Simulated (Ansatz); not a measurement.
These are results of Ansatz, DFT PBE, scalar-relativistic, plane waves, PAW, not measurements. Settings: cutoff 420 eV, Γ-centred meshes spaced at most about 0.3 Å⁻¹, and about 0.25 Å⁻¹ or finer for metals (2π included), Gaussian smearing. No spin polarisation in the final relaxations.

All energies are static (0 K, no zero-point motion).

Compare these two cells of Al4Cu, each relaxed at this level.

A.

```yaml
crystal:
  lattice:
    - [0.00000, 3.70568, 3.70568]
    - [3.70568, 0.00000, 3.70568]
    - [3.70568, 3.70568, 0.00000]
  atoms:
    - { symbol: Al, position: [0.12403, 0.62532, 0.62532] }
    - { symbol: Al, position: [0.62532, 0.12403, 0.62532] }
    - { symbol: Al, position: [0.62532, 0.62532, 0.12403] }
    - { symbol: Al, position: [0.62532, 0.62532, 0.62532] }
    - { symbol: Cu, position: [0.25000, 0.25000, 0.25000] }
```

B.

```yaml
crystal:
  lattice:
    - [5.39930, 0.00000, 0.00000]
    - [-2.69965, 4.67593, 0.00000]
    - [0.00000, 0.00000, 4.62660]
  atoms:
    - { symbol: Al, position: [0.00000, 0.00000, 0.50000] }
    - { symbol: Al, position: [0.50000, 0.50000, 0.50000] }
    - { symbol: Al, position: [0.50000, 0.00000, 0.50000] }
    - { symbol: Al, position: [0.00000, 0.50000, 0.50000] }
    - { symbol: Cu, position: [0.00000, 0.00000, 0.00000] }
```

Question: Which would you expect to be lower, and how large is the difference?

Answer: A is lower, by 126 meV/atom. A has space group F-43m (No. 216), 20.4 Å³/atom and no gap on its mesh; B has space group P6/mmm (No. 191), 23.4 Å³/atom and no gap. Counting all near atoms (those within 1.25 times the shortest distance at each site; a plus sign parts nearer from farther groups; a slash parts the counts of unlike sites), A has Al 6+3, Cu 12 and B has Al 6/2+6, Cu 2. The denser one is the lower, and pressure would at first widen the difference. Even the lower one lies +0.44 eV/atom against the reference forms of the elements (uncorrected), so neither is stable at this level. In A, around Al lie 6 Al at 2.61–2.63 Å and 3 Cu at 3.07 Å; Cu has 12 Al at 3.07 Å. In B, Al on a site of symmetry 6/mmm has 2 Cu at 2.31 Å and 6 Al at 2.70 Å; Al on a site of symmetry mmm is surrounded by 6 Al at 2.70 Å; Cu has 2 Al at 2.31 Å. Both come from invented guesses. A third cell relaxed alike, in Immm, lies 0.41 eV/atom below the lower of the two.

Cells relaxed within their symmetry can be saddle points.

Both cells fit Al and Cu together poorly, in opposite ways. A resembles a Laves framework with Cu on the site meant for the larger atom: its twelve Al neighbours at 3.07 Å are too distant for strong Al–Cu bonds, while the Al–Al contacts of 2.61–2.63 Å are compressed relative to fcc Al. In B, Cu props apart flat Al sheets through two very short contacts of 2.31 Å, leaving much of the space between the sheets empty. A's advantage therefore probably comes from its more three-dimensional metallic cohesion, which favours delocalised Al s and p electrons, rather than from better Al–Cu bonding.

Al and Cu are known to form compounds exothermically, as in Al2Cu, so the positive energies reflect unsuitable arrangements rather than an aversion between the elements. The much lower Immm cell supports this, although it too remains slightly above the elements. The ordering of A and B thus says little about which structure Al4Cu would prefer.
